## Can five errors be matched to their methods without the labels?

**Question**

I am looking at total-energy errors from five levels of theory for one small molecule, AlH₂Si, in a state with three unpaired electrons. The names have come apart from the numbers, and I would like to put them back by reasoning instead of looking them up.

Total-energy errors for AlH₂Si (neutral, quartet) against UCCSDT(Q), calculated with Ansatz 0.2.0 in the cc-pVDZ basis with frozen noble-gas cores, at a PBE0/def2-TZVP geometry. R and U mark restricted open-shell and unrestricted reference determinants, and "pair" marks an active space of five electrons in five orbitals. Candidates: BCCD(T), RCCSDT, RCCSD, RHF, CASSCF pair.

```csv
row,"this level less the reference (UCCSDT(Q), same basis) (meV)"
A,149.3
B,6.4
C,4246.1
D,3865.4
E,37.3
```

Two errors are around 4 eV and three are far smaller. My first thought was to give CASSCF one of the small ones, because it is the only method on the list that mixes several configurations from the start. I also don't see how to separate the two smallest values. Which assignments are certain, and which are only likely?

**Answer**

Each number tells how far a method's energy lies above that of a more complete coupled-cluster calculation in the same basis. What separates the methods is electron correlation, the energy gained when electrons avoid each other individually and not just on average. So the useful question for each candidate is which correlated motions it allows, and for how many electrons.

**The two large errors**

RHF here means a single restricted determinant. It has no correlation beyond what the Pauli principle imposes on electrons of equal spin, so it must be one of the large values.

CASSCF is the other, and counting electrons shows why. The molecule has nine valence electrons: three are unpaired and six form three pairs. The active space holds five electrons in five orbitals. Orbitals outside it are either doubly occupied or empty, so all three unpaired electrons must be inside, together with a single pair. The other two pairs stay uncorrelated, and the active pair has very few orbitals in which to spread out. CASSCF is built to describe configurations that compete with each other, and it leaves out most of the many small avoiding motions that make up the bulk of the correlation energy.

The order of the two follows from the variational principle. The CASSCF wavefunction can always fall back on the single RHF determinant, so its lowest solution can't lie above RHF. Hence C is RHF and D is CASSCF. The gain is 380.7 meV, only about 9% of the RHF error. The one proviso is that CASSCF sometimes converges to a higher solution, which a further calculation can test.

**The largest of the small errors**

The remaining three methods are coupled-cluster methods, which correlate all nine valence electrons in the whole basis. RCCSD includes single and double excitations. Doubles describe two electrons avoiding each other, which is the main part of correlation. It has no connected triples, in which three electrons move in a way that can't be split into independent smaller events.

Both other candidates include triples in some form, and in a well-behaved molecule triples lower the energy. RCCSD should therefore have the largest error of the three, which makes it A. This is not a theorem, since coupled-cluster energies are not variational bounds, but the gap to the other two is wide. Even without triples, the error is only 3.5% of that of RHF.

**The two smallest errors**

B and E have to be shared between RCCSDT and BCCD(T). RCCSDT determines the triples together with all the other amplitudes until they are consistent. BCCD(T) first adapts the orbitals so that single excitations vanish, and then adds the triples once, as a perturbative estimate.

A rough estimate can be made from the values already assigned. Singles alone hardly lower the energy of a Hartree–Fock determinant, so count singles and doubles together as one step and full triples as the next. Suppose that each step reduces the error by the same factor. From RHF to RCCSD that factor is

$$\frac{4246.1}{149.3}\approx 28.4 .$$

Applying it once more gives, for RCCSDT,

$$\frac{149.3\ \text{meV}}{28.4}\approx 5.3\ \text{meV}.$$

That is close to B, while E is about seven times larger.

The trouble is that another reasonable rule points the other way. In perturbation theory, doubles first contribute to the energy at second order, connected triples at fourth and connected quadruples at fifth. The step from RHF to RCCSD thus spans two orders, and the step to RCCSDT only one. If every order shrank the error equally, the second factor would be $\sqrt{28.4}\approx 5.3$, and RCCSDT would be left with about 28 meV. That is nearer to E.

Physical reasoning breaks the tie, though not with certainty. If E were RCCSDT, the excitations beyond triples would have to be worth about 37 meV, a third of what the triples themselves had gained. That is a lot for a molecule with only three valence pairs. Two of them are needed for the Al–H bonds, so there can't be a multiple bond made of several pairs. BCCD(T) would also have to overestimate the triples by just enough to make up for the absent quadruples. Such cancellation is well known in some multiply bonded molecules, but nothing here suggests it. The simpler reading is that B is RCCSDT and E is BCCD(T).

So C, D and A are secure, the first two by counting active electrons and by the variational principle, and A by the role of triples. B and E are a likely assignment that still needs evidence. Here are the labels, together with the other levels calculated for the same molecule.

The rows with their labels:

```csv
level,"this level less the reference (UCCSDT(Q), same basis) (meV)"
RHF,4246.1
UHF,4224.2
RMP2,1073.0
UMP2,1079.1
CISD,385.4
RCCSD,149.3
UCCSD,148.9
RCCSD(T),38.7
UCCSD(T),38.7
BCCD(T),37.3
RCCSDT,6.4
UCCSDT,6.2
RCCSDT(Q),0.2
CASSCF pair,3865.4
NEVPT2 pair,1086.6
MRCISD pair,367.5
MRCISD+Q pair,9.9
```

**What the neighbouring rows settle**

The assignment was right, and the other rows now supply the evidence. UHF lets electrons of opposite spin use different orbitals, and it contains the restricted determinant as a special case. RHF therefore can't have a smaller error than a properly converged UHF calculation, whose error is 4224.2 meV. Value D lies well below that, so it could not have belonged to RHF.

For the doubtful pair, close relatives decide. BCCD(T) lies only 1.4 meV from RCCSD(T), and RCCSDT only 0.2 meV from UCCSDT. Exchanging the two labels would open gaps of more than 30 meV in both comparisons, although the partners differ only in their starting orbitals.

The constant factor came out about a fifth too low for RCCSDT, a value that had no part in setting it. Counting perturbation orders came out more than four times too high. One molecule doesn't turn the first rule into a law, and its success may be partly luck. It is a way to judge whether a number is plausible, and the related methods are the better evidence.

**Why the perturbative triples fall short**

The table also shows what separated B from E. Going from RCCSD to RCCSDT lowers the energy by 142.9 meV. The perturbative estimate in RCCSD(T) supplies 110.6 meV of this, or 77%. It finds most of the triples effect at far less effort, but what it leaves is several times larger than the whole remaining error of RCCSDT.

Poor orbitals could have been to blame, since the perturbative step starts from whatever orbitals it is given. BCCD(T) tests this, because it optimises the orbitals in the presence of correlation. The improvement is tiny, so the choice of orbitals is not the main cause.

Theory offers a better explanation. The perturbative step computes the triples from finished doubles and then stops. In RCCSDT the triples also influence one another and act back on the doubles, and the altered doubles in turn change the triples. The amplitudes of the same calculations show part of this: the largest double amplitude grows from about 0.058 without full triples to 0.070 with them. That is the feedback on the doubles at work. These values don't tell how much of the shortfall comes from it and how much from the influence of the triples on one another.

**Why coupled cluster does so well with doubles alone**

CISD uses the same ranks of excitation as RCCSD, yet its error is 385.4 meV against 149.3 meV. The difference lies in how the excitations are combined. While one pair of electrons is excited, another pair can be excited independently, and together they form a fourfold excitation. Coupled cluster includes such products automatically through its exponential form, whereas CISD cuts them off.

This also tells you what to expect in a neighbouring case. With more electron pairs there are more independent events that can coincide, so CISD loses a growing share of the correlation energy. RCCSD doesn't suffer from that particular fault. Its error comes from motions that really do involve three or more electrons together.

**Why the active space didn't help**

Your first thought about CASSCF would have had more force if several configurations had competed in this molecule. They don't. In the CISD wavefunction the three pair orbitals hold between 1.94 and 1.97 electrons, the three open-shell orbitals hold nearly one each, and no other orbital holds more than about 0.02. One configuration dominates, and the correlation is spread over many small contributions.

Perturbation theory built on top of CASSCF agrees with this. NEVPT2 adds second-order correlation to the active space, and its error of 1086.6 meV is practically that of RMP2, which starts from a single determinant. The difference of about 14 meV has no meaning, because the frozen cores of different methods can differ by up to 20 meV. Having several configurations in the starting wavefunction gained nothing here at second order.

**What a small error means here**

The error of 6.4 meV for RCCSDT is measured against UCCSDT(Q), which adds a perturbative estimate of quadruples to almost the same calculation. It therefore mainly tells you how large that estimate is. It says nothing about the error of the small basis, which all these methods share, so it should not be read as the distance from experiment.
